**Finding**

The five ring carbons of 3-chloro-5-(trimethylsilyl)-4-pyranone fall into three groups that follow their bonding to oxygen. C5 and C9, beside the carbonyl, lie lowest. C6 and C8, on the ring oxygen, lie about 20 ppm higher, and the carbonyl carbon C11 lies another 17 ppm up. A π-charge picture agrees with the first step and fails for the second.

GIAO NMR shifts of 3-chloro-5-(trimethylsilyl)-4-pyranone relative to TMS at the same level, computed with PySCF 2.14.0 at PBE0/6-31G(d) on GFN2-xTB geometries from tblite 0.8.0, without solvent. Averaged shifts are Boltzmann-weighted over the conformers kept at 298.15 K, using PBE0-D3(BJ)/6-31G(d) energies with GFN2-xTB free-energy terms.

```
atom  nucleus  count  shift in conformer 1 (ppm)  averaged shift (ppm)
   1      13C      3                       -1.50                 -1.50
   2     29Si      1                        0.20                  0.20
   5      13C      1                      124.70                124.70
   6      13C      1                      148.20                148.20
   8      13C      1                      146.10                146.10
   9      13C      1                      130.10                130.10
  11      13C      1                      163.80                163.80
   1       1H      9                        0.23                  0.23
   6       1H      1                        7.37                  7.37
   8       1H      1                        7.73                  7.73
```

**Reading the table**

"Atom" numbers the heavy atoms along the SMILES string, hydrogens take the number of their carrier, and "count" is the number of nuclei averaged into a signal. C5 bears Si, C9 bears Cl, C6 adjoins C5 and C8 adjoins C9. The shift δ is the shielding of TMS less the shielding here, so a larger δ means a less shielded nucleus. One conformer carries all the weight, so the two shift columns agree by construction and populations play no part.

**Why charge moves a carbon shift**

Differences among carbon shifts come mostly from the paramagnetic term, in which the field mixes filled and empty orbitals. In the average-excitation approximation the deshielding is proportional to ⟨r⁻³⟩·Q/ΔE, where ⟨r⁻³⟩ refers to the carbon 2p orbital, Q collects bond orders and ΔE is a mean excitation energy. A carbon that loses a charge q is less screened, its 2p orbital contracts, and ⟨r⁻³⟩ grows as the cube of the effective nuclear charge. If Q and ΔE are alike for all the carbons compared and q is small, this becomes δ = a + b·q.

The carbonyl draws π density from the carbons β to it, C6 and C8, and the ring oxygen pushes density onto C5 and C9. Hückel theory with rough recalled heteroatom parameters, and no π term for Si, gives about +0.2 e on C6 and C8 and about −0.07 e on C5 and C9. These charges come from a separate crude model, so the polarisation is argued by theory and not shown by the PBE0 run.

Chlorine gives a rough check on plain σ withdrawal. It is nearly as electronegative as oxygen, yet C9 lies 16.0 ppm below C8. A line through the summed electronegativities of the neighbours misses C9 by 18 ppm. The numbers thus show that an electronegative neighbour alone does not lift a carbon into the middle group. They do not rule out a share for σ withdrawal by the ring oxygen, because C9 and C8 differ in their place in the ring as well as in their neighbour.

**Where charge fails: the carbonyl**

The line δ = a + b·q was fitted to all five ring carbons; the methyl carbon was left out because it is sp³. For C11, which was part of the fit:

δ = 133.7 ppm + 97.7 ppm/e × 0.199 e = 153.1 ppm, against 163.8 ppm in the table, a miss of 10.7 ppm.

Hückel theory gives C11 practically the same charge as C6, yet the table puts it 15.6 ppm higher. Changing the oxygen parameters leaves the rms residual near 6 ppm, far above the rounding of 0.05 ppm. The likely reason is that Q and ΔE are not the same for C11 as for the other carbons. The field couples filled in-plane orbitals to empty π* orbitals, and the π* orbital of a C=O bond is large on carbon, so the σ bonds at C11 can couple to it strongly. The oxygen lone pair lies closer in energy but has little weight on carbon, and should add less. This is expected from theory and was not computed here. The σ charge that Hückel theory leaves out may also play a part.

A bare count of bonds to oxygen (0, 1, and 2 for C=O) fits the same five carbons best, with 18.4 ppm per bond and an rms residual of 2.0 ppm. It succeeds because the two steps happen to be of similar size, although their main causes probably differ. That likeness may belong to this level of theory, since unscaled small-basis shifts without solvent commonly fall short at the deshielded end, where C11 lies. All fits are printed after this text.

**Irregular rows: chlorine against silicon**

The bare skeleton makes C5/C9, C6/C8 and H6/H8 equivalent, so each pair difference measures Cl against SiMe₃. C9 lies 5.4 ppm above C5, where the charge model, which has no term for silicon, gives 1.3 ppm. The calculation is nonrelativistic and omits the spin-orbit shielding that chlorine gives its carbon, a known reason for C–Cl shifts that come out too high. The lead of C9 is therefore insecure, and along Cl, Br, I the omitted term would grow steeply.

C8 lies 2.1 ppm below C6 while H8 lies 0.36 ppm above H6. One charge variable would move a carbon and its hydrogen the same way, so something else acts on at least one of them. That the nearby C–Cl bond deshields H8 by induction or through space is a guess. The carbon order exceeds the rounding but lies within the usual error of the method.

**The silyl group**

The methyl C and H rows lie close to zero because the SiMe₃ group is TMS with one methyl replaced by the ring, and their errors should largely cancel against the reference. The values −1.5 and 0.23 ppm average methyls that are inequivalent at the torsion of −119°. Silicon has four carbon neighbours here as in TMS, so a shift near zero is expected for it too. Unscaled ²⁹Si shifts can be off by tens of ppm in less similar compounds, and even here the sign of the 0.2 ppm has no meaning.

**A neighbouring ring and the open question**

C6 and C8 are at once β to the carbonyl and bonded to oxygen, and Hückel charge and oxygen count correlate at 0.88 over the five carbons. With CH₂ in place of the ring oxygen, the dienone would keep the pull of the carbonyl and lose both the σ withdrawal and the π donation of that oxygen. The count then puts α and β carbons on one level, while enone polarisation should keep the β carbons well above the α carbons. How much of the first step is due to the carbonyl and how much to the ring oxygen is what this one molecule leaves open.

Printed output of the fit:

```
largest difference between the two shift columns: 0.00 ppm
rounding of the table: about 0.05 ppm (13C, 29Si), 0.005 ppm (1H)
atom shift/ppm q_pi/e EN-sum nO | residual/ppm: charge, EN, nO, charge+EN
C5    124.7 -0.073 -0.7 0 |   -1.9   +1.0   -3.1   +2.7
C6    148.2 +0.202 +0.4 1 |   -5.2   +3.7   +1.9   -4.0
C8    146.1 +0.186 +0.4 1 |   -5.8   +1.6   -0.2   -4.9
C9    130.1 -0.059 +0.6 0 |   +2.2  -18.1   +2.3   -2.7
C11   163.8 +0.199 +0.8 2 |  +10.7  +11.8   -0.9   +8.8
pi charge: intercept 133.7 ppm, slope 97.7 ppm per unit
  rms 6.1, worst C11 +10.7; leave-one-out rms 9.3, worst C11 +16.2 ppm
electronegativity: intercept 136.9 ppm, slope 18.9 ppm per unit
  rms 9.9, worst C9 -18.1; leave-one-out rms 15.7, worst C9 -24.7 ppm
bonds to O: intercept 127.8 ppm, slope 18.4 ppm per unit
  rms 2.0, worst C5 -3.1; leave-one-out rms 3.5, worst C5 -5.5 ppm
charge + electroneg.: intercept 133.0 ppm, slope 80.2, 7.5 ppm per unit
  rms 5.2, worst C11 +8.8; leave-one-out rms 31.3, worst C5 +48.6 ppm
correlation of charge with nO 0.88, with EN-sum 0.58
charge slope / rough recalled 160 ppm per e: 0.61
h(ring O) 1.5, h(C=O) 1.0: slope 104 ppm/e, rms 6.0 ppm
h(ring O) 2.5, h(C=O) 1.0: slope 95 ppm/e, rms 6.0 ppm
h(ring O) 2.0, h(C=O) 0.7: slope 104 ppm/e, rms 6.4 ppm
h(ring O) 2.0, h(C=O) 1.3: slope 94 ppm/e, rms 5.9 ppm
methyl C1 (sp3, not fitted), charge model at q=0: 133.7, table -1.5, miss -135.2 ppm
pair means: C5/C9 127.40, C6/C8 147.15 ppm; step 19.75 ppm
C11 above C6/C8 mean 16.65 ppm; ring span C11-C5 39.1 ppm
smallest gaps between groups: C8-C9 16.0, C11-C6 15.6 ppm
C6-C5 23.5 ppm
C9-C5: table +5.4, charge model +1.3 ppm
C8-C6: table -2.1, charge model -1.5 ppm
H8-H6 +0.36 ppm; mean ring H less methyl H 7.32 ppm
SiMe3 against TMS: C -1.5, H +0.23, Si +0.2 ppm
C11 less rough recalled pyranone C=O near 180 ppm: about -16 ppm
```
